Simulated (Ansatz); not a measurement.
## SbH3 (SMILES [H][Sb]([H])[H]): methods side by side

The species is SbH3 (4 atoms), meant as a singlet with charge 0. SMILES: `[H][Sb]([H])[H]`. Geometry: a GFN2-xTB relaxation, a rough one for these elements and not checked as a minimum.

Each level gives the electronic atomisation energy (eV). The values are calculated. Electronic energies at fixed atoms, without zero-point motion or spin-orbit coupling.

| level | kind | program | value (eV) | less FCI/STO-3G |
| --- | --- | --- | --- | --- |
| BLYP/STO-3G | GGA | Ansatz | 12.39 | +2.17 |
| B3LYP/STO-3G | global hybrid | Ansatz | 12.27 | +2.05 |
| CAM-B3LYP/STO-3G | range-separated hybrid | Ansatz | 12.28 | +2.06 |
| wB97X/STO-3G | range-separated hybrid | Ansatz | 11.85 | +1.63 |
| RPA@PBE/STO-3G | RPA | Ansatz | 10.58 | +0.36 |
| BCCD(T)/STO-3G | coupled cluster or CI | Ansatz | 10.21 | -0.01 |
| CCSDT/STO-3G | coupled cluster or CI | Ansatz | 10.22 | 0.00 |
| FCI/STO-3G | exact in the basis | Ansatz | 10.22 | 0.00 |

FCI/STO-3G is exact within its basis and frozen core, so for wave-function methods in that basis the difference is their error; functionals converge differently with the basis, so for them it is only a difference. All-electron rows without a relativistic Hamiltonian named are non-relativistic. The values span 10.21 to 12.39 eV. All rows use very small basis sets, so none should be taken for the real molecule's value. In the correlated wave-function rows the outer d shell of Sb is correlated, in sets not made for it.

The coupled-cluster results are essentially converged to FCI, with CCSDT at 0.00 and BCCD(T) at -0.01 eV. Within this small orbital space, connected triples therefore suffice, as expected for a closed-shell hydride with three ordinary σ bonds.

The density functionals lie 1.63 to 2.17 eV higher, probably because their correlation is built from the density and needs no virtual orbitals, whereas FCI can recover only what the antibonding Sb–H combinations allow. RPA also draws its correlation from virtual orbitals, which would explain why it stays much closer, at +0.36 eV. The functional ordering is thus no ranking of accuracy.

Even the FCI value is too large for stibine, whose Sb–H bonds are known to be weak. A likely major cause is the hydrogen basis: its exponents are scaled for bonded hydrogen, so the free atom is too compact and too high in energy, which inflates the atomisation energy at every level. Agreement with FCI here therefore shows a well-solved correlation problem, not a realistic bond strength.
